Ruthenium is a stiff metal, with a bulk modulus $B$ of very roughly 320 GPa. A small pressure $P$ changes its volume by the fraction $P/B$, so 3 GPa corresponds to about one percent in volume. An edge of the cell changes by only a third of that, so 10 GPa corresponds to about one percent in length. With these two figures, a pressure calculated at a fixed cell can be read directly as an error in the size of the crystal.

A spring clamped at a given length works in the same way. If its natural length is greater than the clamp allows, it pushes outward; if it is shorter, it pulls inward, and the force divided by the stiffness gives the mismatch. The comparison holds roughly for mismatches of a few percent, although a crystal, unlike an ideal spring, stiffens as it is squeezed. It breaks down over shape, because a hexagonal crystal has two independent edges, and the pressure below is an average over directions: in every row the stress along $c$ lies 1.2 to 2.1 GPa below that within the basal plane.

The clamp here is a cell close to the measured one, and the real crystal in it is under practically no pressure. The calculation, however, holds the atoms still, whereas real atoms vibrate and push outward. Their pressure is about $3\gamma kT/V$, where $kT$ is the thermal energy, $V$ the volume per atom and $\gamma$ the Grüneisen constant, roughly 2 for this metal. At room temperature $3kT$ is about 0.08 eV, which over 13.57 Å³ is about 1 GPa, and the factor $\gamma$ brings it close to 2 GPa. A faultless calculation with atoms at rest should therefore show about −2 GPa, and the failure of a functional is its distance from that value.

Plane-wave DFT with PAW potentials in Ansatz 0.2.0 for hexagonal Ru (2 atoms, a = 2.706 Å, c = 4.282 Å) at fixed cell and atoms, without spin polarisation. The wave cutoff is 476.2 eV, the k mesh 12x12x7, shifted by half a step along the first two axes, and the Methfessel-Paxton smearing width 0.05 eV. Pressure is positive in compression.

| functional | pressure (GPa) |
| --- | --- |
| LDA | -12.320 |
| PBE | 4.490 |
| PBEsol | -6.290 |
| revPBE | 7.670 |
| RPBE | 8.930 |

**LDA.** The first row lies far below the target. The negative sign means that LDA would shrink the cell if it were free to do so. With the vibrations added, the estimate is $(-12.3+1.8)/320$, or −3.3 % in volume and about −1.1 % in each edge. This is the overbinding of LDA: the atoms are held together too tightly.

The cause lies in what LDA looks at. It treats each point of the metal as part of a uniform electron gas with the local density, and it ignores how steeply that density changes. Exchange, the energy that electrons of like spin gain by avoiding each other, is in truth stronger where the density is uneven. Pushing atoms together fills the space between them and evens the density out, so part of this gain is lost. The loss resists compression, and LDA doesn't feel it.

**PBE.** The second row adds a correction for the gradient of the density, and the pressure rises by 16.8 GPa. That is the largest step from one row to the next, worth about five percent in volume, and it changes the sign of the error. PBE now wants a cell that is too large, by about 2 % in volume once the vibrations are included. The correction goes in the right direction but overshoots.

**PBEsol.** The third row uses the same form of correction with smaller coefficients, chosen for solids, and it falls back below zero. By the bare pressures PBE looks better, since 4.5 GPa is closer to zero than −6.3 GPa. Measured from the proper target of about −2 GPa, the order is reversed, and PBEsol is off by 4.5 GPa against 6.3 GPa for PBE. A ranking that turns on so modest a correction shouldn't be trusted.

The mesh of k points is a further reason for caution. In a hexagonal crystal the two stresses within the basal plane must be equal, yet here they differ by 0.3 to 0.4 GPa and come with a shear of 0.2 to 0.3 GPa that the symmetry forbids, because the mesh doesn't respect the full symmetry. This mismatch reveals a mesh error but doesn't bound it, since an error common to both directions would stay hidden. The runs themselves warn only of this broken symmetry. Tests by the makers of the data on other systems suggest that a mesh this coarse can put the energy off by up to 40 meV per atom, but neither that error nor its effect on the pressure was measured for this cell. Such an error should be largely shared by all rows, so it matters less for the steps between functionals than for their distance from the target. The potentials are another open point. Every row but PBE carries an energy correction for a changed core, which suggests that potentials made with PBE served throughout. What this does to the pressures wasn't tested, nor was their convergence with the plane-wave cutoff.

PBEsol also shows where the simple picture of exchange is incomplete. Its leading exchange coefficient is 56 % of that in PBE, so exchange alone would place it a little more than halfway from LDA to PBE. The pressures place it only 36 % of the way. The likely reason is correlation, the remaining part of the electrons' mutual avoidance, whose gradient term favours an even density and so pulls inward. PBEsol keeps about 69 % of the leading coefficient of that inward term but only 56 % of the outward one, which moves the balance towards LDA. These shares give the direction, not the size. In PBE the two leading terms are built to cancel, so the step from LDA to PBE comes from gradients steep enough for both corrections to bend away from their leading forms, and there PBEsol keeps more of each. This is an argument from the construction of the functionals; the calculations don't separate the two pressures.

**revPBE and RPBE.** The last two rows move further from the target, to 7.7 and 8.9 GPa. Both keep the correlation of PBE and change only its exchange, so here the effect of exchange can be followed on its own. Let $s$ measure how steeply the density changes over the typical wavelength of the local electrons. In all three functionals, exchange is multiplied by a factor that begins as

$$F(s) = 1 + \mu s^2 - a\,\frac{\mu^2 s^4}{\kappa} + \dots$$

The constant $\mu$ is the same in all three. The last term is the start of a brake, which stops exchange from growing without limit where the density is steep.

In PBE, $a$ is 1. RPBE keeps the same $\kappa$ but has $a=1/2$, so it releases half of the brake. revPBE keeps $a=1$ but raises $\kappa$ by 55 %, which leaves $1/1.55$ of the brake. If the density hardly responds to the change of functional and the higher terms stay small, each energy shift is the released share times the same integral over the density. The pressure shifts then stand in the same proportion, and the integral cancels from their ratio:

$$\frac{P_\mathrm{revPBE}-P_\mathrm{PBE}}{P_\mathrm{RPBE}-P_\mathrm{PBE}} \approx \frac{1-1/1.55}{1-1/2} \approx 0.71$$

The steps in the table are 3.18 and 4.44 GPa, and their ratio is 0.72. No pressure entered the expected ratio, which rests on the constants of the functionals alone. The agreement is a mild test, because the ratio changes slowly with $s$: the full factors give 0.721 at $s=1$, where the higher terms are no longer small. It rises further at steeper gradients, where revPBE finally overtakes RPBE. The agreement therefore suggests that moderate gradients carry the shifts, not that the fourth-order term acts alone. It doesn't show how the brake acts on the bonds of ruthenium, because the total energies, in which the interiors of the atoms weigh heavily, give the same ratio of 0.71. That the released brake pushes outward is seen in the signs of the two steps, and the likely reason is the one given for LDA: compression costs more when uneven density is rewarded more.

The same reasoning places a neighbouring functional. One with the exchange form of PBE, the same correlation and a $\kappa$ between those of PBE and revPBE should give a pressure between 4.5 and 7.7 GPa in this cell. A change in $\mu$ is harder to judge, as PBEsol shows, because correlation may be changed along with it.

From LDA to RPBE the pressure runs over 21 GPa, nearly 7 % in volume, for the same atoms in the same places. With the vibrations included, the two ends are wrong by similar amounts, one about 1 % too short in its edges and the other about 1 % too long; since the metal stiffens as it shrinks, the linear estimate somewhat overstates the first error and understates the second. More exchange enhancement is thus no steady road to a better result: it first cures the overbinding of LDA and then replaces it with the opposite fault.

For practical work, the pressure at a measured cell should not be taken as a real load on the metal. None of the five functionals is free of a built-in offset of several gigapascals. The stress in a strained cell is better taken as the change from the relaxed cell of the same functional. This removes the offset, though any error in the calculated stiffness remains. The printed analysis after this text lists the offsets, the size errors and the ratios for the rows discussed here.

Numerical output:

```
rough outward pressure of vibrations at 300 K, GPa: 1.831
rough errors of the preferred cell:
     row  pressure_with_vibrations_GPa  static_volume_change_percent  volume_change_with_vibrations_percent  edge_change_with_vibrations_percent
     LDA                        -10.49                         -3.85                                 -3.278                               -1.093
     PBE                         6.321                         1.403                                  1.975                               0.6585
  PBEsol                        -4.459                        -1.966                                 -1.393                              -0.4644
  revPBE                         9.501                         2.397                                  2.969                               0.9897
    RPBE                         10.76                         2.791                                  3.363                                1.121
spread from LDA to RPBE, GPa: 21.25
step from LDA to PBE, GPa: 16.81
step from PBE to revPBE, GPa: 3.18
step from PBE to RPBE, GPa: 4.44
ratio of the revPBE step to the RPBE step, from the pressures: 0.7162
same ratio from the fourth-order exchange terms, nothing fitted: 0.7084
same ratio from the full enhancement factors at reduced gradient 1: 0.721
same ratio from the total energies: 0.7117
place of PBEsol on the way from LDA to PBE, percent: 35.87
same place from second-order exchange alone, percent: 56.24
stress differences in GPa:
     row  in_plane_mismatch_from_mesh  along_c_less_in_plane
     LDA                       0.3231                 -2.119
     PBE                       0.2727                 -1.366
  PBEsol                        0.402                 -1.695
  revPBE                       0.2609                 -1.245
    RPBE                       0.2572                 -1.196
```
